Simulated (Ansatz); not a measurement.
## BAs at 20 GPa: from Born charge to LO–TO splitting and polaron coupling

Method: DFT LDA, scalar-relativistic, plane waves, PAW (Ansatz). Plane waves to 420 eV; Γ-centred k mesh 10×10×10; fixed occupations. No spin polarisation. Phonons by linear response, acoustic sum rule imposed.

The cell, relaxed at 20 GPa:
```
B As
1.0
     0.00000    2.28154    2.28154
     2.28154    0.00000    2.28154
     2.28154    2.28154    0.00000
B As
1 1
Direct
  0.00000 0.00000 0.00000
  0.75000 0.75000 0.75000
```

Other phases may be more stable at this pressure. The run warned that the force constants aren't converged on this k mesh, so the frequencies and all that is formed from them are rough.

Linear response gives ν_TO = 780.8 cm⁻¹, Born charges ±0.851 e (positive on As) and ε∞ = 9.339. The primitive cell holds 23.753 Å³, and the masses are 10.810 and 74.922 amu.

Q: Find ν_LO and the static dielectric constant.

A: The long-wave field adds a restoring force: ω_LO² − ω_TO² = Z*²e²/(ε_vac ε∞ μV). In these units ν_LO² − ν_TO² = 4.92064×10⁷ Z*²/(μ V ε∞) cm⁻², with μ = m₁m₂/(m₁ + m₂) = 9.447 amu: 16985 cm⁻². So ν_LO = √(780.8² + 16985) = 791.6 cm⁻¹, and the run gives 791.6. Lyddane–Sachs–Teller then gives ε0 = ε∞ (ν_LO/ν_TO)² = 9.60, against 9.60 in the run (it forms both from the same three quantities, so the match checks the arithmetic only). Between ν_TO and ν_LO the dielectric function is negative and an undamped crystal reflects fully: a reststrahlen band from 12.6 to 12.8 μm.

Q: What do the Clausius–Mossotti polarisability and the Szigeti charge come to?

A: With the Lorentz local field, α = (3V/4π)(ε∞ − 1)/(ε∞ + 2) = 4.17 Å³ for the pair, and e_S = 3Z*/(ε∞ + 2) = 0.23 e. The Born charge includes the electrons' response to the dipole's own local field, and e_S takes that enhancement out. The Lorentz field assumes point-like polarisable ions, a poor picture once ε∞ is this large, since the electron clouds then overlap or are shared, so both numbers are formal here.

Q: How strongly does a slow electron couple to the LO mode?

A: For one isotropic parabolic band, Fröhlich's constant is α_F = (1/ε∞ − 1/ε0) √(m* Ry/ħω_LO), with Ry = 13.606 eV, ħω_LO = 98.1 meV and m* in free-electron masses: α_F = 0.0029 × 11.77 × √m* = 0.03 √m*. The band mass isn't part of this run; for m* = 0.1, 0.3 and 1 it gives 0.01, 0.02, 0.03. In weak coupling the polaron lies α_F ħω_LO below the band edge (2 meV at m* = 0.3) with a mass m*(1 + α_F/6); past α_F of about 5 or 6 that expansion fails. A semilocal functional's ε∞ tends to be too large, which taken alone lowers α_F.

Cost: 1 run of about 0.29 core-minutes, on AMD EPYC 9R45 (Zen 5) (shared hosts).

The lattice adds little to the screening: ε0 is 9.60 against an ε∞ of 9.339, so BAs responds to a static field almost as a non-polar semiconductor would. Boron and arsenic are close in electronegativity and share their bonding electrons, and the stiff covalent network supplies most of the optical mode's restoring force. The long-range field adds only a small part, further reduced by the strong electronic screening.

The Born charge of 0.851 e is nonetheless not small, and its sign makes boron the dynamical anion, the reverse of the usual III–V pattern. It measures the polarisation created as the sublattices move, not a static ionic charge, and probably reflects electron density shifting along the bonds during the vibration.

The small α_F supports weak long-range polar coupling for ordinary band masses, so a large Fröhlich polaron with strong mass enhancement is unlikely. It doesn't establish high mobility, since deformation-potential scattering by acoustic and optical phonons remains possible even where polar coupling is weak.
